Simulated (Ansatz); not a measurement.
# Work function of the densest face of sp-bonded elements against surface atom density, from PBE slabs

A metal contact sets the barrier that electrons meet at a semiconductor or in a vacuum gap, and the first number needed to choose one is its work function. For simple metals we would like to judge it from something as accessible as the packing of atoms in the surface. This memo examines how far that works for sp-bonded elements, from potassium to beryllium. The quantity is the PBE work function of a clean, unrelaxed slab, taken as the vacuum level outside the slab less the Fermi level. It is followed against the number of atoms per nm² in the top layer of the densest face. A measured value for aluminium is set beside the computed one further on.

## Computational details

Ansatz 0.2.0, plane-wave Kohn-Sham DFT with its default PAW datasets at cutoffs of 420 to 500 eV. Symmetric 1×1 slabs of 7 layers are cut at the tabulated measured lattice constant with atoms at bulk places and 18 Å of vacuum. In-plane k-spacing 0.15 to 0.16 Å⁻¹ (2π included), Fermi-Dirac smearing of 0.1 eV, dipole correction on. Spin-paired. Scalar-relativistic, no spin-orbit coupling. The face is (111) for fcc, (110) for bcc and (0001) for hcp crystals. Three functionals are run on the same atoms.

Notes on method and selection:

- Slabs of this thickness leave size errors that can reach a tenth of an eV.
- One face stands for each element; more open faces usually differ.
- The atoms are not relaxed.
- Runs in which the search for lower states was switched off are not listed.
- Work functions and vacuum levels are read from the electrostatic potential (Hartree and local ionic parts), which a warning of a rough exchange-correlation potential in thin density does not concern.
- Error sizes named in these notes are rules of thumb and were not measured on these runs.
- The default PAW datasets of this version of Ansatz are the set soft_2.
- Runs that did not converge, have known faults or may not be shown are not listed, and runs on Ansatz's PAW sets soft_1 and soft_2 are kept to separate tables.

Columns:

- top-layer density (nm⁻²): atoms per nm² in the top layer.
- group: group of the periodic table.
- electronegativity: Pauling electronegativity of the element (tabulated).
- Φ PBE (eV): work function: vacuum level outside the slab less the Fermi level, PBE.
- Φ LDA (eV): work function: vacuum level outside the slab less the Fermi level, LDA.
- Φ r2SCAN (eV): work function: vacuum level outside the slab less the Fermi level, r2SCAN.

## Computed values

```
member    top-layer density (nm⁻²)  group  electronegativity  Φ PBE (eV)  Φ LDA (eV)  Φ r2SCAN (eV)  remark
K(110)    5.2                       1      0.82               2.39        2.52        2.38           bcc
Ba(110)   5.6                       2      0.89               2.44        2.60        2.43           bcc
Sr(111)   6.2                       2      0.95               2.71        2.81        2.77           fcc
Ca(111)   7.4                       2      1.00               2.99        3.09        3.07           fcc
Na(110)   7.9                       1      0.93               2.84        2.96        2.84           bcc
Pb(111)   9.4                       14     2.33               3.68        4.00        3.70           fcc
Mg(0001)  11.2                      2      1.31               3.69        3.81        3.78           hcp
Li(110)   11.6                      1      0.98               3.25        3.34        3.26           bcc
Cd(0001)  13.0                      12     1.69               3.88        4.21        3.91           hcp
Al(111)   14.1                      13     1.61               4.04        4.21        4.09           fcc
Zn(0001)  16.3                      12     1.65               ?           ?           ?
Be(0001)  22.0                      2      1.57               5.32        5.50        5.39           hcp
```

Cells marked ? are withheld until the estimate has been made.

Least-squares fits to the members shown, with x = top-layer density (nm⁻²); R² and errors in the fitted variable (y, or ln y where the fit is in ln y):

```
y           members  fit                   R²    rms residual  leave-one-out rms  the same for the mean of the others
Φ PBE (eV)  11       y = 1.626 + 0.1703 x  0.94  0.20          0.22               0.90
Φ LDA (eV)  11       y = 1.743 + 0.1749 x  0.92  0.25          0.29               0.94
```

## Reading the trend

The work function rises with top-layer density, from 2.39 eV for K(110) to 5.32 eV for Be(0001). The fitted slope is 0.17 eV per nm⁻², and the leave-one-out error of 0.22 eV is far below the 0.90 eV of the mean. At the dense end the line rests on beryllium alone.

Theory gives the reason as a balance. Closer packing of atoms usually means a denser electron gas, which spills further charge into the vacuum and strengthens the surface dipole that holds electrons in. Exchange and correlation also bind the electrons more strongly. The kinetic energy of the denser gas works the other way and cancels much of the gain, so the net rise is moderate.

Atoms per area do not count electrons, and this shows in the departures. Going up in density, the work function falls only twice, at Na(110) and Li(110), both with one valence electron per atom. Li(110) and Mg(0001) have nearly equal densities, yet lithium is lower by 3.69 − 3.25 = 0.44 eV. Pb(111), with four valence electrons, lies above the line by 3.68 − (1.626 + 0.1703 × 9.4) = 0.45 eV.

Electron count is not the whole story either. Al(111) has 3 × 14.1 = 42 valence electrons per nm² in its top layer and Be(0001) has 2 × 22.0 = 44, but beryllium is higher by 1.28 eV. A likely contribution is the strong pull of the small beryllium ion, which has no p electrons in its core.

Since each element is represented by one face, the slope describes a change of element. It should not be used to convert between faces of the same metal.

## A prediction

Plain estimates from the members shown:

- Zn(0001), fit at x = 16.3: 4.40 eV
- Zn(0001), straight-line interpolation between Al(111) and Be(0001): w = (16.3 − 14.1) / (22.0 − 14.1) = 0.278, so 4.04 + 0.278 × (5.32 − 4.04) = 4.40 eV

The fit and the interpolation both give 4.40 eV for Zn(0001), but they mix elements of different valence. We prefer to start from Cd(0001), which has the same valence and the same kind of stretched hcp lattice.

For ions of equal charge, electrostatic energies scale roughly as one over length, and length in the surface goes as one over the square root of the top-layer density x. Within a group this suggests Φ₂ = Φ₁ × √(x₂/x₁).

The shown members allow six steps from an element to the next lighter one in its group. Estimate less computed value is −0.14 eV for Ba to Sr, −0.03 for Sr to Ca, −0.01 for Ca to Mg, −0.15 for Mg to Be, +0.11 for K to Na and, written out, 2.84 × √(11.6 / 7.9) − 3.25 = 0.19 eV for Na to Li. The rms miss over these six steps is 0.12 eV. The leave-one-out errors over all eleven members are 0.22 eV for the general fit and 0.90 eV for the mean. Al, Pb and Cd have no shown partner in their groups and do not enter this test.

For zinc the rule gives 3.88 × √(16.3 / 13.0) = 4.34 eV. Electronegativity drops slightly from cadmium to zinc, whereas it rises in all six test steps. That hints at a lower value, but the misses do not follow the electronegativity change, so we apply no shift. We widen the error from 0.12 to 0.15 eV because no step within group 12 could be tested.

**Committed estimate, Zn(0001): Φ PBE = 4.34 ± 0.15 eV.**

## How the estimate fared

```
member    top-layer density (nm⁻²)  group  electronegativity  Φ PBE (eV)  Φ LDA (eV)  Φ r2SCAN (eV)  remark
Zn(0001)  16.3                      12     1.65               4.14        4.45        4.23           hcp
```

```
member    estimate       Φ PBE (eV)  computed  estimate − computed  miss in error bars
Zn(0001)  committed      4.34        4.14      +0.20                1.3
Zn(0001)  fit            4.40        4.14      +0.26
Zn(0001)  interpolation  4.40        4.14      +0.26
```

The estimate of 4.34 ± 0.15 eV for Zn(0001) is too high by 0.20 eV and falls outside its error bar, at 1.3 times its width. It is slightly better than the fit and the interpolation, which are both too high by 0.26 eV.

Starting from cadmium gave the right direction but too large a step. The scaling with the square root of density asked for a rise of 4.34 − 3.88 = 0.46 eV, and the computed rise is 4.14 − 3.88 = 0.26 eV. The rise is also small in LDA, 4.45 − 4.21 = 0.24 eV, and in r2SCAN, 4.23 − 3.91 = 0.32 eV, so the short step is not peculiar to PBE.

The scaling treats the two ions as alike except for size, and this series does not show which other difference makes the step short. A stronger relativistic contraction of the outer s shell in the heavier atom would shorten it, but the test steps do not single that out as the cause. From barium to strontium, where the same effect should act, the rule came out too low by 0.14 eV. From sodium to lithium, where relativity hardly matters, it came out too high by 0.19 eV, nearly as much as for zinc and already more than the 0.15 eV we allowed. The slight drop in electronegativity from cadmium to zinc has the right sign, but the misses in the test steps did not follow electronegativity either. Closer packing still goes with a higher work function here, but density alone does not fix how much is gained.

## Residuals

Least-squares fits to the whole series, with x = top-layer density (nm⁻²); R² and errors in the fitted variable (y, or ln y where the fit is in ln y):

```
y           members  fit                   R²    rms residual  leave-one-out rms  the same for the mean of the others
Φ PBE (eV)  12       y = 1.661 + 0.1650 x  0.94  0.20          0.22               0.89
Φ LDA (eV)  12       y = 1.763 + 0.1720 x  0.92  0.24          0.27               0.93
```

Largest departures from the fit to the whole series:

```
member    Φ PBE (eV)  fit   computed − fit  in rms residuals
Pb(111)   3.68        3.21  +0.47           2.3
Li(110)   3.25        3.58  −0.33           1.6
Zn(0001)  4.14        4.35  −0.21           1.1
Mg(0001)  3.69        3.51  +0.18           0.9
```

Pb(111) stands out most, 0.47 eV above the line. Its four valence electrons per atom make the electron gas denser than the count of atoms suggests, which may be part of the reason. The excess does not grow evenly with valence, however, since Al(111), with three electrons, is only 0.05 eV above the line. Lead is also the only heavy p-block element here, so the series cannot separate valence from the other ways in which it differs.

Li(110) lies 0.33 eV below. It has one valence electron per atom, and the other two alkali metals are also low, by 0.12 eV for sodium and 0.13 eV for potassium. The shared sign fits electron count as a cause but does not establish it, since Ba(110), with two valence electrons, is low by a similar 0.14 eV.

Zn(0001), 0.21 eV below, is only about one rms residual away. Its stretched hcp lattice has dense layers set far apart, so the top-layer density overstates the density of the bulk. That has the right sign for zinc, but Cd(0001) is stretched in the same way and lies 0.07 eV above the line. Mg(0001), at +0.18 eV, is within the ordinary scatter.

## Checking against experiment

```
member   quantity    measured  computed  computed − measured  conditions                                                                                                                    source
Al(111)  Φ PBE (eV)  4.32      4.04      −0.28                compiled values differ between sources by a tenth of an eV or more; compiled experimental value; Al(111) single-crystal face  [1]
```

Sources:

[1] "Properties of real metallic surfaces: Effects of density functional semilocality and van der Waals nonlocality" (2017, arXiv:1702.08515)

Only Al(111) has a measured value beside it. PBE gives 4.04 eV against 4.32 eV, a difference of −0.28 eV. On the same atoms LDA differs by 4.21 − 4.32 = −0.11 eV and r2SCAN by 4.09 − 4.32 = −0.23 eV. With one element compared, the agreement of the trend with experiment remains untested.

Several contributions could make up the PBE difference. PBE work functions of metals tend to be low, by roughly 0.1 to 0.3 eV. The finite slab can add an error of up to about a tenth of an eV, of either sign. Holding the atoms at bulk places probably matters less, because the close-packed aluminium face relaxes little.

The measured number has its own uncertainty. It is a compiled value for a single-crystal face, given without method or temperature, and compilations differ by a tenth of an eV or more. We therefore do not use this one comparison to rank the functionals or to correct the other rows.

## Rules of thumb and their limits

Between 5.2 and 22.0 atoms per nm², the PBE work function rises by about 0.17 eV for each additional atom per nm². When each member in turn is left out and estimated from the others, the rms error is 0.22 eV with the line and 0.89 eV with the mean alone. Eight of the twelve members belong to groups 1 and 2, so the 0.22 eV speaks mainly for metals of that kind. It should not be promised for p-block metals heavier than aluminium. The only one in the series, Pb(111), lies 0.47 eV above the line even though it helped to set it.

The line can sort the metals of this series roughly into low and high work function, but it cannot set a contact current. In thermionic emission, a barrier error of 0.22 eV at room temperature, where kT is about 0.026 eV, changes the current by exp(0.22 / 0.026), or roughly 5 thousand times.

Real surfaces can add shifts larger than the 0.20 eV scatter about the line. Adsorbed layers can move the work function by roughly 1 eV, usually downward for electropositive species and often upward for electronegative ones. At a semiconductor contact, interface states can also shift the barrier by several tenths of an eV in either direction, so differences between clean metals carry over only in part.

[Logs are printed without paths, hosts, clocks, repeated set-up lines and the standing remarks that a program may print on its own settings, such as how far it seeks lower states.]
